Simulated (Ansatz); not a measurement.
## LaAg: energy above lowest point against volume scale

Results calculated with Ansatz 0.2.0, not measured. Free energy against uniform scaling of the volume at fixed shape and fractions; periodic cell, basis, potentials, k mesh and filling as listed.

The cell before it is scaled or strained (space group P4/mmm, No. 123):
```
cell vectors (Å)
   3.8080     0.0000     0.0000
   0.0000     3.8080     0.0000
   0.0000     0.0000     3.8183
atoms (fractions of the cell vectors)
La  0.50000  0.50000  0.50000
Ag  0.00000  0.00000  0.00000
```

Settings of every row: functional LDA; dispersion none; potentials all-electron LAPW; k mesh 8x8x8; k shift 0x0x0; occupations cold; smearing width 0.1 eV; spin none; basis error target 0.002 eV/atom.

Limits: coarse k mesh, up to 40 meV an atom off; minimum outside the range; the cell comes from a prototype or a list of computed structures and needn't be the stable phase.

```csv
row,volume scale,V (Å³/atom),energy above lowest point (meV/atom)
1,0.94,26.023,0
2,0.97,26.854,12.3
3,1,27.684,32.8
4,1.03,28.515,?
5,1.06,29.345,93.2
```

Question: what energy above lowest point should row 4 give?

Worked fit of energy above lowest point. Take u = (V_r/V)^(2/3) − 1 with V_r = 27.269 Å³ an atom, which is twice the finite (Eulerian) strain; such expansions in the strain, on which the Birch-Murnaghan equation of state is built, carry the rest volume and the bulk modulus. The shown rows have u = 0.03167, 0.01028, -0.01002, -0.04774. Least squares give energy above lowest point = 21.63 − 1008.8 × u + 10276 × u² meV/atom; a straight line predicts inner rows, each left out in turn, worse (root mean square 10 against 0.086 meV/atom). All shown rows lie on it to the printed digit. The withheld row has u = -0.02935, so the fit gives 21.63 − 1008.8 × (-0.02935) + 10276 × (-0.02935)² = 60.1 meV/atom.

The calculation gave 60.1 meV/atom. The fit meets it to the printed digit.
